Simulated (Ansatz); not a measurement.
## YAu: the change of energy above lowest point with volume scale

Results calculated with Ansatz 0.2.0, not measured. Free energy against uniform scaling of the volume at fixed shape and fractions; periodic cell, basis, potentials, k mesh and filling as listed.

The cell before it is scaled or strained (space group Pm-3m, No. 221):
```
CELL_PARAMETERS angstrom
3.55900 0.00000 0.00000
0.00000 3.55900 0.00000
0.00000 0.00000 3.55900
ATOMIC_POSITIONS crystal
Y 0.50000 0.50000 0.50000
Au 0.00000 0.00000 0.00000
```

Settings of every row: functional PBEsol; dispersion none; potentials PAW; wave cutoff 420 eV; density cutoff 1680 eV; k mesh 8x8x8; k shift 0x0x0; occupations cold; smearing width 0.1 eV; spin none.

Limits: coarse k mesh, up to 40 meV an atom off; no spin-orbit coupling, which can matter with elements this heavy.

| row | volume scale | V (Å³/atom) | energy above lowest point (meV/atom) |
| --- | --- | --- | --- |
| 1 | 0.88 | 19.835 | 100.7 |
| 2 | 0.92 | 20.737 | 37.3 |
| 3 | 0.96 | 21.638 | 5.8 |
| 4 | 1 | 22.54 | 0 |
| 5 | 1.04 | 23.442 | 14.8 |
| 6 | 1.08 | 24.343 | 46.1 |
| 7 | 1.12 | 25.245 | ? |

Question: what energy above lowest point should row 7 give?

Worked fit of energy above lowest point. Take u = (V_r/V)^(2/3) − 1 with V_r = 22.089 Å³ an atom, which is twice the finite (Eulerian) strain; such expansions in the strain, on which the Birch-Murnaghan equation of state is built, carry the rest volume and the bulk modulus. The shown rows have u = 0.07439, 0.04301, 0.01385, -0.01338, -0.03886, -0.06272. Least squares give energy above lowest point = 0.05 + 206.6 × u + 15190 × u² + 2988 × u³ meV/atom; a parabola predicts inner rows, each left out in turn, worse (root mean square 0.31 against 0.052 meV/atom). All shown rows lie on it to the printed digit. Its lowest point lies at u = -0.0068, or V = 22.32 Å³ an atom, and the curvature there gives the bulk modulus at fixed shape and fractions, B = (4/9)(1 + u)² E″(u)/V = 95.2 GPa. The withheld row has u = -0.08518, so the fit gives 0.05 + 206.6 × (-0.08518) + 15190 × (-0.08518)² + 2988 × (-0.08518)³ = 90.8 meV/atom.

The calculation gave 90.7 meV/atom. The fit lies 0.1 meV/atom (0.099 % of the column's range) above it, one unit of the last digit. This row lies beyond the range of the fit.
